When two states that mix lie an energy apart, they push each other away by the square of their mixing divided by that energy. In the crystals below, the mixing between the valence top and the conduction edge grows in proportion to the wave number k, so the push grows as k² and adds directly to the curvature of the conduction band. Curvature is inverse mass. Halve the gap at unchanged mixing, and a light electron becomes nearly twice as light.

The argument takes two steps to become a formula. In all five crystals here the gap lies at the zone centre, between a single s-like conduction state and a triplet of p-like valence states. For k along the x axis, symmetry lets the s-like state mix with only one member of the triplet, the one that points along x. Write the squared mixing as E_P·ħ²k²/2m₀, where m₀ is the free-electron mass and E_P a coupling energy. Dividing by the gap and adding the free electron's own ħ²k²/2m₀ gives, with the mass m in units of m₀,

1/m = 1 + E_P/E_gap.

A more familiar line of thought leads the other way. Longer bonds mean less overlap between neighbouring atoms, less overlap means flatter bands, and flatter bands mean heavier electrons. The shortest distance grows at every step down the table, so this picture wants the electron mass to grow too. A third possibility keeps the repulsion across the gap but lets E_P depend on the elements.

Zincblende crystals (space group F-43m), relaxed with PBE in Ansatz 0.2.0: plane-wave PAW, scalar-relativistic, no spin polarisation, cutoff 420 eV, Gaussian smearing of 0.02 eV, Gamma-centred k mesh. Band gaps are taken over the whole zone; masses come from central differences along the cube axes at the band edges, with a step of 0.02 Å⁻¹.

| formula | element on site A | Z A | element on site B | Z B | volume per atom (Å³) | shortest distance (Å) | k mesh | band gap (eV) | lightest electron mass (electron mass) | lightest hole mass (electron mass) | heaviest hole mass (electron mass) |
| --- | --- | --- | --- | --- | --- | --- | --- | --- | --- | --- | --- |
| ZnS | Zn | 30 | S | 16 | 20.16 | 2.357 | 10×10×10 | 2.016 | 0.168 | 0.182 | 0.718 |
| ZnSe | Zn | 30 | Se | 34 | 23.54 | 2.482 | 8×8×8 | 1.154 | 0.0906 | 0.0950 | 0.631 |
| CdS | Cd | 48 | S | 16 | 26.02 | 2.566 | 8×8×8 | 1.042 | 0.119 | 0.127 | 0.825 |
| CdSe | Cd | 48 | Se | 34 | 29.74 | 2.683 | 10×10×10 | 0.494 | 0.0541 | 0.0558 | 0.732 |
| CdTe | Cd | 48 | Te | 52 | 36.22 | 2.865 | 10×10×10 | 0.587 | 0.0547 | 0.0555 | 0.575 |

**From ZnS to ZnSe: the gap takes over**

Replacing sulfur by selenium lengthens the bond, yet the electron mass drops from 0.168 to 0.091. The overlap picture has the direction wrong at the first step. Repulsion across the gap has it right: the gap shrinks from 2.02 to 1.15 eV, and the mass follows it almost in proportion.

What the overlap picture misses is the denominator. Overlap between neighbours does help to create the mixing, but the curvature at the band edge depends on the mixing squared divided by the gap. Here the gap changes by much more than the mixing does. A modest loss of overlap would be swamped by the closer approach of the two bands.

**From ZnSe to CdS: the gap alone is not enough**

The next row breaks the simple rule. The gap of CdS is 10% smaller than that of ZnSe, but its electron is 31% heavier. The overlap picture seems to recover, since the bond is longer again. This pair, however, changes both elements at once, and the cleaner comparison is with ZnS, where only the metal differs: the bond of CdS is longer than that of ZnS and its electron is lighter.

The third explanation asks how large E_P must be in each crystal to give the computed mass. It comes to 11.7 eV in ZnSe and 7.8 eV in CdS, a fall of a third that outweighs the slightly smaller gap. One common E_P, fitted to all five rows, makes ZnSe 18% too heavy and CdS 18% too light relative to the computed masses, and so puts the two in the wrong order. The repulsion across the gap survives, but its strength belongs to the material.

Could the bond length set that strength? The mixing is a matrix element of momentum, and the momentum of a wave fitted into a lattice falls as one over the lattice spacing, so E_P might fall as one over the bond length squared. For the change from ZnS to CdS this law predicts a drop of 16%, where the masses ask for 22%. For the change from sulfur to selenium it predicts a drop where they ask for a rise. The stretched lattice may therefore be part of the cadmium effect, but it does not explain the effect of the anion.

**From CdS to CdSe: a test and a control**

So far E_P has only restated each mass in other terms. CdSe allows a test, because its two elements have already appeared in other rows. Suppose that exchanging zinc for cadmium changes E_P by the same factor in the selenides as in the sulfides. Then CdSe should have E_P = 11.74 × 7.80/10.02 = 9.14 eV.

With the computed gap of CdSe, 0.494 eV, the ratio E_P/E_gap is 18.5, and the mass is 1/19.5 = 0.051. One correction remains. The masses were taken from energy differences over a small but finite step in k, and in a crystal with so narrow a gap the band already bends away from a parabola within that step. The two-band formula puts this effect at about 5%, which brings the estimate to 0.054, the value in the table. The electron mass of CdSe did not enter the estimate, though its gap did. The test is a mild one: a common E_P comes within about 6% here and the bond-length law within 1%, though both were fitted with CdSe included and miss other rows by far more. All four crystals in the test were computed with the same PAW set, so the comparison is consistent in that respect. It is still a single test, and a match this close may be partly luck. The result suggests that the influences of metal and anion combine simply here, but not why each has its size.

The holes supply a control within the same crystals. The light hole is the partner that the conduction edge pushes down, so it should share the electron's fate. The other two members of the triplet do not mix with the conduction edge for k along a cube axis, so their mass should ignore the gap. From ZnS to CdSe the gap falls fourfold and the light-hole mass about threefold, like that of the electron. The heaviest hole mass, which the table gives along the cube axes only, is the same in both crystals to 2%. So close a match is partly luck: over all five rows this mass ranges from 0.575 to 0.825, so it does depend on the elements, but it doesn't follow the gap. These two states are expected to be pushed down by the next triplet of conduction states instead. At the zone centre that triplet lies closest to the valence top in CdTe, 4.65 eV away, and farthest in CdS, 6.53 eV away. The same two crystals have the smallest and the largest heaviest-hole mass. Between these extremes the order is not perfect: the triplet lies farther away in ZnS than in CdSe, yet the mass in ZnS is slightly smaller.

The light hole also shows where the two-band picture is too simple. If only these two bands mattered, the inverse masses of electron and light hole would differ by exactly 2, because the free-electron term adds to one and subtracts from the other. The computed differences lie between 0.3 and 0.6, so more distant bands must contribute. Their share weighs most in ZnS, where the inverse masses themselves are smallest.

E_P is therefore an effective number and not a pure property of two states. Taken from both band edges together, it comes out higher in every row. Cadmium still lowers it by about a quarter with either anion. It also still rises from sulfur to selenium, but only by about 10%, where the electron alone gave 17%, so part of that rise may come from the distant bands. Why the coupling follows the elements in this way stays open, since the calculation gives no orbital make-up of the band edges from which to tell.

**From CdSe to CdTe: two changes that cancel**

The last step looks like a standstill: the bond lengthens once more, and the electron mass stays near 0.055. In the formula this is a cancellation. The gap of CdTe is about 19% larger than that of CdSe, and its E_P is about 16% larger, so their ratio hardly moves. The two masses differ by only 1%, too little to rank them in view of what the calculation leaves out.

The order of the two gaps deserves caution as well. The calculation leaves out spin-orbit coupling, which splits the valence triplet and raises its top, by very roughly 0.3 eV in CdTe and 0.1 eV in CdSe. That difference exceeds the 0.09 eV between the computed gaps, so the order would probably reverse. The runs for both crystals converged without warnings. The notes to the data do add a general caution that a band crossing between the sampled k points may be missed, but it rests on tests of other systems, not on these runs. At the zone centre, where the masses are taken, the s-like state lies above the triplet in the normal order.

For CdTe as a solar absorber, the dependence on the gap has a practical side. PBE makes gaps too small, and through the denominator it makes electrons too light. The measured gap of CdTe is roughly 1.5 eV; with the same E_P, the formula then gives a mass near 0.12, more than twice the tabulated one. At a given scattering time mobility goes as one over the mass, so a transport model fed with the tabulated mass would overestimate electron mobility by about a factor of two. This is a rough figure, because spin-orbit coupling would change the formula too and a better functional might change E_P.

Of the three explanations, the overlap picture fails wherever a single element is exchanged and the mass clearly changes. The gap by itself gives the broad fall but reverses ZnSe and CdS. A coupling that depends on the elements is fitted to that pair, so its support, still modest, comes from CdSe, where the fitted values carry over. The output below lists the coupling energies and the misses of the one-parameter models for each row.

Numerical output:

```
Coupling energy E_P, test of the two-band picture and step error:
   row  E_P from electron (eV)  E_P from both edges (eV)  inverse electron less inverse light-hole mass  mass raised by finite step (%)
   ZnS                   10.02                     11.59                                         0.4579                          0.3115
  ZnSe                   11.74                     12.62                                         0.5112                           1.205
   CdS                   7.798                     8.581                                         0.5293                          0.9539
  CdSe                   9.103                     9.497                                         0.5631                           5.102
  CdTe                    10.6                     11.16                                         0.2635                           4.241
Electron mass from two one-parameter models:
   row  mass with common coupling  miss with common coupling (%)  mass with bond-squared law  miss with bond-squared law (%)
   ZnS                     0.1717                          2.223                      0.1471                          -12.42
  ZnSe                     0.1068                          17.87                     0.09937                           9.684
   CdS                    0.09765                         -17.94                     0.09639                             -19
  CdSe                    0.05082                         -6.066                     0.05435                           0.453
  CdTe                    0.05895                          7.774                     0.07099                           29.77
Common coupling energy (eV): 9.759
Root-mean-square miss of mass with common coupling (%): 12.19
Root-mean-square miss of mass with bond-squared law (%): 17.3
Gap of ZnS over gap of CdSe: 4.081
Electron mass of ZnS over that of CdSe: 3.105
Light-hole mass of ZnS over that of CdSe: 3.262
Heaviest hole mass of ZnS over that of CdSe: 0.9809
Gap change from ZnSe to CdS (%): -9.705
Electron mass change from ZnSe to CdS (%): 31.35
E_P change from ZnSe to CdS (%): -33.56
E_P change from ZnS to CdS (%): -22.19
E_P change from ZnSe to CdSe (%): -22.44
E_P change from ZnS to CdS, both edges (%): -25.95
E_P change from ZnSe to CdSe, both edges (%): -24.74
E_P change from ZnS to ZnSe (%): 17.12
E_P change from CdS to CdSe (%): 16.74
E_P change from CdSe to CdTe (%): 16.44
Bond-squared law, change from ZnS to CdS (%): -15.63
Bond-squared law, change from CdSe to CdTe (%): -12.3
CdSe electron mass with E_P carried over from the other three: 0.05394
Miss of that mass (%): -0.2912
CdTe electron mass if the gap were 1.5 eV at the same E_P: 0.124
```
